Tungsten, in row 3, is the entry that looks wrong. It has six valence electrons to give where titanium has four, yet its Bader charge is only 1.23 e, against about 1.9 e for both titanium atoms. The likely reason lies in its surroundings: this tungsten touches three oxygen atoms, while each titanium touches six. How much charge a metal gives up here appears to depend first on how many oxygens it can give to, and then on how near they are.

Bader charges (positive: electrons lost) and Loewdin s, p and d populations, filled inner shells included, in Ti2WO4 (Pm, 7-atom cell), computed with Ansatz 0.2.0 at fixed atoms. Scalar-relativistic r2SCAN, PAW, plane waves to 500 eV, no spin polarisation, 6×12×6 k mesh, Gaussian smearing of 0.1 eV. A population of zero marks a shell that the dataset lacks.

```
row  bader charge (e)  element  s electrons (e)  p electrons (e)  d electrons (e)
  1             1.875       Ti            2.386            5.989            2.585
  2             1.900       Ti            2.380            5.990            2.566
  3             1.227        W            2.662            5.982            4.517
  4            -1.344        O            1.735            4.956            0.000
  5            -1.301        O            1.760            4.960            0.000
  6            -1.170        O            1.762            4.842            0.000
  7            -1.187        O            1.752            4.854            0.000
```

A Bader charge counts the electrons inside the volume that belongs to an atom and compares them with the neutral atom, so a positive value means electrons lost. The s, p and d electrons come from a different division, Loewdin's, which projects the electronic states onto atomic orbitals. Neither gives an oxidation state. Both describe where the density sits in one metallic crystal, calculated with r2SCAN and without spin polarisation.

Rows 1 and 2 are the two titanium atoms, and they set the standard for the rest. Each sits among six oxygens at 2.0 to 2.2 Å, and their charges agree to within 0.03 e. Shared over six contacts, the charge comes to 0.31 e for each. Similar surroundings give similar charges, even though the two atoms are not equivalent by symmetry.

A simple picture of the bond gives a reason for counting contacts. The 2p level of oxygen lies below the outer levels of both metals, so the electrons of a metal–oxygen bond spend more of their time on the oxygen. Each bond therefore carries some charge across, and the amount can be estimated as the strength of the bond times its polarity. Bond strength follows the overlap of the orbitals, which falls off roughly exponentially with distance. In this picture many short contacts make a strongly charged atom, and few or long ones a weakly charged atom, as long as the metals still have electrons to give.

Row 3 now looks less odd. Per contact, tungsten gives 0.41 e, which is more than titanium gives. Its low total thus does not come from a small transfer across each contact; it has half as many contacts. They also tend to be shorter, between 1.91 and 2.01 Å, which fits the larger charge that each one carries.

The electrons that tungsten keeps must go somewhere. If every oxygen took two electrons, as in the formal ionic picture, the four of them would use eight of the fourteen valence electrons that the metals bring, and six would stay on the metals. The calculation finds no band gap, so the highest occupied states are those of a metal. The three oxygens lie in one plane with the tungsten, and above and below that plane stands another tungsten at 2.77 Å. It is tempting to place the kept electrons in tungsten–tungsten bonds, but this is a guess: the titanium atoms repeat at the same spacing, so the short distance alone does not settle it.

Rows 4 to 7 show the same transfer from the receiving side, and they fall into two pairs. Oxygen 4 touches four titanium atoms and one tungsten, oxygen 5 touches four titanium atoms, and oxygens 6 and 7 each touch two titanium atoms and one tungsten. The first pair is the more negative, by 0.14 e on average. The order follows the number of neighbours, but far more weakly than the count suggests. From row 6 to row 4 the contacts rise from three to five, by two thirds, while the negative charge grows by only about 15%.

The bond lengths offer a reason for this weak response. An oxygen atom has room for two more electrons in its 2p shell, and all its metal neighbours compete for that room. With more neighbours, each bond is weaker and settles at a greater length. Oxygen 4 holds its titanium neighbours at 2.13 and 2.16 Å, whereas oxygens 6 and 7 hold theirs at about 2.0 Å. Stretching a contact by 0.1 Å costs it roughly a quarter of its strength, so a crowded oxygen loses in closeness most of what it gains in number, and ends only a little ahead.

This reasoning can be put into one line. Let q be the Bader charge of an atom and d the length of each of its metal–oxygen contacts:

q = ± k × Σ exp[(2.0 Å − d) / 0.37 Å]

The sign is plus for a metal and minus for oxygen, and k is the charge carried across a contact of 2.0 Å. The decay length of 0.37 Å is taken from bond-valence sums, which turn bond lengths into bond strengths. Only k was adjusted, by least squares to the Bader charges of all seven atoms, which gives 0.369 e.

Oxygen 4 serves as a worked case; it was itself part of the fit. It has two contacts at 2.129 Å, two at 2.161 Å and one at 2.010 Å:

Σ = 2 × exp(−0.129/0.37) + 2 × exp(−0.161/0.37) + exp(−0.010/0.37)

Σ = 2 × 0.706 + 2 × 0.647 + 0.973 = 3.68

q = −0.369 e × 3.68 = −1.36 e

The calculation gives −1.34 e. Had all contacts counted alike, whatever their length, the best single value per contact would have put this oxygen at −1.62 e. The five neighbours are real, but together they are worth fewer than five bonds of 2.0 Å.

Over all seven atoms the length-weighted rule has a typical (rms) error of 0.04 e, against 0.18 e when every contact counts the same. Part of this agreement is built in, because whatever the metals lose in the formula the oxygens must gain. The harder test is the oxygens alone, whose charges scatter by 0.07 e about their mean; there the rule brings the error down to about half of that scatter. It sets oxygen 4 clearly apart from oxygens 6 and 7, but it puts oxygen 5 only 0.02 e beyond oxygen 7, which is less than its own error. The rule therefore does not account for the full gap between the two pairs. The output below gives the contacts and the charges atom by atom.

The two largest errors point the same way. The rule makes tungsten too positive, and it makes oxygen 5, the only one with no tungsten neighbour, not negative enough. Both errors would shrink if titanium gave slightly more than tungsten in a bond of equal strength. The higher electronegativity of tungsten would have this effect, though a single tungsten atom cannot show that it is the cause. In the rule it would amount to a correction of about 6%. The figure depends on using the same reference length for both metals. A longer one for tungsten, whose 5d orbitals reach further out than the 3d orbitals of titanium, would make the correction larger, so its size should not be taken as a property of tungsten.

The columns of s, p and d electrons show which shells take part. On the oxygens the difference between the pairs sits in the 2p shell, which holds about 4.96 electrons in rows 4 and 5 and about 4.85 in rows 6 and 7. This is the shell that theory names as the receiver. Within the first pair, however, Loewdin's division makes oxygen 5 slightly more negative than oxygen 4, the reverse of Bader's order. The split into two pairs therefore survives a change of method, while the order inside the first pair does not.

On the metals the same columns hold a trap. Titanium has about 2.6 d electrons and tungsten 4.5, more than the two and four of the neutral atoms, although both metals are positively charged. The s and p columns of the metals also count filled inner shells, about two s and six p electrons on each atom. The loss falls on the outer s shell, whose diffuse orbital is pushed up in energy by the surrounding oxygens and largely emptied. The d shell can gain in two ways. Electrons that stay on the metal are expected to move from the raised s level into d states. The filled bonding states, mostly oxygen 2p, also contain some metal d character, and the projection credits that part to the metal. The populations do not separate the two, so a high d count here cannot be read as an oxidation state.

Several conditions bear on how far these charges can be carried over. The atoms were held at fixed positions, with forces of up to about 0.3 eV/Å still acting on them, and since the transfer is expected to change with bond length, a relaxed structure would shift the individual values. Spin polarisation was switched off, and a magnetic state could divide the electrons that stay on the metals differently between titanium and tungsten; that remains untested. The cell itself is a constructed candidate whose stability is not shown, and its only tungsten is also its only metal with three contacts, so the effect of the element cannot be fully separated from that of the surroundings. Within this cell the list of contacts and their lengths gives a good first estimate of the charges; whether the same constant serves another compound remains open.

Numerical output:

```
fit of site_bader_charge on 7 rows: coefficient of wsum 0.369 +/- 0.0042; rms 0.0404, worst 5 0.0643, leave-one-out rms 0.0462
Contacts of each oxygen in angstrom (0 means no contact):
  row  to Ti 1 (twice)  to Ti 2 (twice)  to W (once)  signed contacts  signed weight sum
    1                0                0            0                6              5.055
    2                0                0            0                6              5.044
    3                0                0            0                3              3.487
    4            2.129            2.161         2.01               -5             -3.679
    5            2.074            2.057            0               -4             -3.352
    6            1.998                0         1.92               -3             -3.248
    7                0            1.994         1.91               -3             -3.307
Charges in e:
  row   Bader  length-weighted model  equal-contact model  Loewdin
    1   1.875                  1.865                1.943     1.04
    2     1.9                  1.861                1.943    1.064
    3   1.227                  1.287               0.9713    0.839
    4  -1.344                 -1.357               -1.619   -0.691
    5  -1.301                 -1.237               -1.295    -0.72
    6   -1.17                 -1.199              -0.9713   -0.604
    7  -1.187                  -1.22              -0.9713   -0.606
Bader charge per O contact, mean of the two Ti (e): 0.3146
Bader charge per O contact, W (e): 0.409
Charge per unit weight, W below the Ti mean (percent): 5.862
Rms miss of equal-contact model, all sites (e): 0.1826
Rms miss of length-weighted model, oxygens only (e): 0.03952
Rms scatter of oxygen charges about their mean (e): 0.07383
Bader charge, mean of O 4 and 5 less mean of O 6 and 7 (e): -0.144
Loewdin charge, mean of O 4 and 5 less mean of O 6 and 7 (e): -0.1005
Electrons per cell that the Loewdin shells miss: 0.322
Ti mean, s electrons lost against the neutral atom: 1.617
Ti mean, d electrons gained against the neutral atom: 0.5755
W, s electrons lost against the neutral atom: 1.338
W, d electrons gained against the neutral atom: 0.517
```
